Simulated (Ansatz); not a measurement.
Al: pressure and energy less free atoms as volume per atom varies

Periodic Kohn-Sham DFT of a crystal at fixed atoms; pressure and stress are positive in compression; the energy is the free energy less that of spherical unpolarised free atoms; site moments are those in the method's own spheres, positive along +z. The results are calculated, by Ansatz 0.2.0.

Cell of the first row (space group Fm-3m, No. 225):
```
Al
1.0
      0.0000     1.9827     1.9827
      1.9827     0.0000     1.9827
      1.9827     1.9827     0.0000
Al
1
Direct
  0.00000 0.00000 0.00000
```

Settings of every row: method all-electron LAPW; functional LDA; relativity scalar; k mesh 17x17x17; filling fermi-dirac; smearing width 0.03 eV; basis error target 0.5 meV/atom; nucleus gaussian.

Atom start moment: 0 on all atoms.

| row | volume per atom (Å³) | pressure (GPa) | energy less free atoms (eV/atom) |
| --- | --- | --- | --- |
| 1 | 15.588 | 1.129 | -4.1846 |
| 2 | 15.919 | -0.649 | -4.185 |
| 3 | 16.251 | -2.224 | -4.182 |
| 4 | 16.417 | -2.945 | -4.1794 |
| 5 | 16.582 | ? | ? |
| 6 | 16.748 | -4.272 | -4.1718 |
| 7 | 16.914 | -4.881 | -4.1671 |
| 8 | 17.246 | -6 | -4.1558 |
| 9 | 17.577 | -6.988 | -4.1424 |

Question: what pressure and energy less free atoms should row 5 give?

Worked fit of pressure. Take u = (V_r/V)^(2/3) − 1 with V_r = 16.583 Å³ an atom, which is twice the finite (Eulerian) strain; such expansions in the strain, on which the Birch-Murnaghan equation of state is built, carry the rest volume and the bulk modulus. The shown rows have u = 0.04211, 0.02762, 0.01357, 0.00673, -0.00658, -0.01309, -0.0258, -0.03807. Least squares give pressure = −3.6322 + 99.837 × u + 309.99 × u² GPa; a straight line predicts inner rows, each left out in turn, worse (root mean square 0.16 against 0.0072 GPa). The rows lie off it by 0.007, -0.011, -0.004, 0.001, 0.004, 0.005, 0.002, -0.004 (root mean square 0.0056 GPa). The pressure vanishes at u = 0.0330, or V = 15.79 Å³ an atom, and there the bulk modulus at fixed shape and fractions is B = −V dP/dV = (2/3)(1 + u) dP/du = 82.8 GPa. The withheld row has u = 4e-05, so the fit gives −3.6322 + 99.837 × (4e-05) + 309.99 × (4e-05)² = -3.628 GPa.

The calculation gave -3.627 GPa. The fit lies 0.001 GPa (0.012 % of the column's range) below it, one unit of the last digit.

Worked fit of energy less free atoms. Take u = (V_r/V)^(2/3) − 1 with V_r = 16.583 Å³ an atom, which is twice the finite (Eulerian) strain; such expansions in the strain, on which the Birch-Murnaghan equation of state is built, carry the rest volume and the bulk modulus. The shown rows have u = 0.04211, 0.02762, 0.01357, 0.00673, -0.00658, -0.01309, -0.0258, -0.03807. Least squares give energy less free atoms = −4.17592 − 0.5612 × u + 8.417 × u² eV/atom; a straight line predicts inner rows, each left out in turn, worse (root mean square 0.0043 against 6.4e-05 eV/atom). The rows lie off it by 0.0000, 0.0000, 0.0000, -0.0001, 0.0001, 0.0000, 0.0000, 0.0000. Its lowest point lies at u = 0.0333, or V = 15.79 Å³ an atom, and the curvature there gives the bulk modulus at fixed shape and fractions, B = (4/9)(1 + u)² E″(u)/V = 81.1 GPa. The withheld row has u = 4e-05, so the fit gives −4.17592 − 0.5612 × (4e-05) + 8.417 × (4e-05)² = -4.1759 eV/atom.

The calculation gave -4.1759 eV/atom. The fit meets it to the printed digit.
